### Question

I have a zone-centre phonon calculation for layered WS₂, and six of its ten levels have lost their labels. The candidates are only level numbers, counted upward from the lowest frequency, so sorting would restore them. What I want to know is which atomic motion each level is. Three of the six are non-degenerate and show neither infrared nor Raman activity. Can these be told apart at all?

Zone-centre phonons of WS₂ (P6₃/mmc, 6 atoms per cell, a = 3.188 Å, c = 14.856 Å), calculated by linear response with Ansatz 0.2.0 using PBE, scalar-relativistic PAW, a 420 eV plane-wave cutoff and a 12×12×2 k mesh. Each row is one level, with infrared intensity and static Raman activity summed over its degenerate modes. Frequencies omit LO–TO splitting. Candidates: 3, 10, 6, 1, 2, 7.

```tsv
row	phonon frequency (cm⁻¹)	degeneracy	infrared intensity ((D/Å)²/amu)	raman activity (Å^4/amu)	depolarisation ratio
A	3.4	2	0	0	0.75
B	344.3	2	0	702	0.75
C	7.4	1	0	0	n/a
D	406.6	1	0	0	n/a
E	425.7	1	0	0	n/a
F	286.5	2	0	0	n/a
```

### Answer

Sorting gives the numbers: A, C, F, B, D, E from the lowest up. The motions follow from one idea: the crystal holds two nearly independent layers per cell, so each vibration of a single layer appears twice, at almost the same frequency.

A layer is a sheet of W between two sheets of S. At the zone centre all its cells move in step, so apart from moving as a whole it can vibrate in only four ways. An inversion centre lies midway between neighbouring layers, so each of the four gives one combination that is even under inversion (g) and one that is odd (u). Only even ones can be Raman active and only odd ones infrared active. In these symmetry symbols, which are unrelated to the row letters, E marks a doublet (motion in the plane) and A or B a singlet (motion across it).

- S sheets slide oppositely, W at rest: E₁g, Raman-allowed, and E₂u, silent.
- W slides against both S sheets: E₂g, Raman-allowed, and E₁u, infrared active.
- S sheets move apart and together, W at rest: A₁g, Raman-allowed, and B₁u, silent.
- W moves vertically against both S sheets: A₂u, infrared active, and B₂g, silent.

**A and C** lie close to zero, where no W–S bond can be strained. They are whole layers moving against each other: a sideways slide, which is a doublet (E₂g), and a change of spacing, which is a singlet (B₂g). A's Raman activity is printed as 0, yet it has a depolarisation ratio, which compares scattered light polarised across and along the polarisation of the incoming light. The ratio exists only where Raman scattering is allowed, so A is allowed but extremely weak, while C is forbidden.

Their frequencies should not be used for real WS₂. In the given cell the layers stand too far apart: it is 14.856 Å high, against roughly 12 Å in the real crystal, and PBE without a dispersion correction binds them too weakly. The real layer modes lie at some tens of cm⁻¹.

**F** is a silent doublet, and the list has only one, E₂u. **B** is a Raman-allowed doublet, so it could be E₁g or E₂g. But E₁g is the same layer motion as F and must lie almost on top of it, because layers this weakly coupled cannot split a pair by nearly 60 cm⁻¹. B is therefore E₂g, with W moving against S.

The masses support this. Let k be the restoring force on one S atom per unit displacement relative to W, and let only W–S bonds act. With W at rest, the squared angular frequency is k/m(S). When W moves against both S sheets it is k[1/m(S) + 2/m(W)], so the frequency ratio is √(1 + 2m(S)/m(W)) = √(1 + 2 × 32.06/183.84) = 1.161. Starting from F, this puts B at 286.5 × 1.161 ≈ 333 cm⁻¹, about 3 % below the computed 344.3 cm⁻¹.

**D and E** are the difficult ones. Both are silent singlets inside the layer, so one is B₁u and the other B₂g, and no intensity separates them. The mass argument favours E as the motion that involves W, because that motion should be the higher one. This is only a hint, since forces between the two S sheets could reverse the order. The numbers of all six levels are sure, and so are the motions of A, B, C and F; D and E may be interchanged until their partners are seen.

The rows with their labels:

```tsv
row	phonon frequency (cm⁻¹)	degeneracy	infrared intensity ((D/Å)²/amu)	raman activity (Å^4/amu)	depolarisation ratio
1	3.4	2	0	0	0.75
2	7.4	1	0	0	n/a
3	286.5	2	0	0	n/a
4	286.6	2	0	0.79	0.75
5	344.2	2	0.482	0	n/a
6	344.3	2	0	702	0.75
7	406.6	1	0	0	n/a
8	406.7	1	0	183	0.01553
9	425.4	1	0.027	0	n/a
10	425.7	1	0	0	n/a
```

The labels are A = 1, B = 6, C = 2, D = 7, E = 10 and F = 3. The neighbours now settle the open case. Row 7 sits beside row 8, a strong Raman singlet whose very small depolarisation ratio marks a fully symmetric vibration, A₁g. Row 7 is thus the same S motion with one layer expanding while the other contracts, so that the Raman signals cancel (B₁u). Row 10 sits beside row 9, the only infrared-active singlet, and is its counterpart with opposed layer dipoles (B₂g).

The mass rule does worse across the layer than in it. From row 7 it predicts 406.6 × 1.161 ≈ 472 cm⁻¹ for row 10, which is 11 % above the computed value. The likely reason is that the S sheets approach each other in row 7 but keep their distance in row 10. Any stiffness between the sheets then raises row 7 alone and narrows the gap. A coupling that supplies about 19 % of row 7's stiffness would account for it, but this figure is derived from the same frequencies and is no independent test.

Carbon dioxide is a simpler relative of the vertical motions. Its symmetric stretch leaves carbon at rest, and its antisymmetric stretch moves carbon against both oxygens. Carbon is light and moves a lot, so the second stretch lies far above the first; tungsten is heavy and moves little, so its motion raises the second level far less. The comparison ends there, because the W–S bonds are slanted and the layers come in pairs. By the same reasoning, MoS₂, with its lighter metal, should have a wider gap between the two kinds of motion.

For reading a spectrum, only rows 6 and 8 have sizeable Raman activity. Their computed ratio of 3.8 holds for static fields, and a visible laser close to an electronic transition can change it. The order within the pair of rows 5 and 6 is not safe either. The listed frequencies omit the long-range electric field of the polar vibration, which would lift one branch of row 5 by about 0.5 cm⁻¹, far more than the pair's separation.

The output below compares the mass rule with rows 3 to 10. It also rebuilds the two infrared intensities from computed charges and masses, and estimates the pair splittings from springs between layers, set by rows 1 and 2. Those springs give the right order of magnitude but do not rank the pairs correctly.

Printed output of the fit:

```
Number of optical modes: 15
Number of silent levels: 4
Isotropic share of the Raman activity of row 8: 0.9643
Raman activity of row 6 over row 8: 3.836
Infrared intensity of row 5 from charges and masses, (D/A)^2/amu: 0.4824
Infrared intensity of row 9 from charges and masses, (D/A)^2/amu: 0.02733
Infrared intensity of row 5 over row 9: 17.85
Squared ratio of in-plane to out-of-plane Born charge: 8.826
Frequency ratio from masses alone: 1.161
Computed in-plane ratio, rows 5 and 6 over rows 3 and 4: 1.201
Computed out-of-plane ratio, rows 9 and 10 over rows 7 and 8: 1.047
Miss of the mass ratio in the plane, percent: -3.33
Miss of the mass ratio out of the plane, percent: 10.97
Share of S-S coupling in the stiffness of rows 7 and 8, percent: 18.79
Pair splittings in cm^-1, each on the row of the upper partner:
  row  computed  spring estimate
    1         0                0
    2         0                0
    3         0                0
    4      0.03          0.07663
    5         0                0
    6      0.02          0.04729
    7         0                0
    8      0.14           0.2604
    9         0                0
   10      0.28           0.1844
Missing LO-TO splitting of row 5, cm^-1: 0.4909
Missing LO-TO splitting of row 9, cm^-1: 0.1635
```
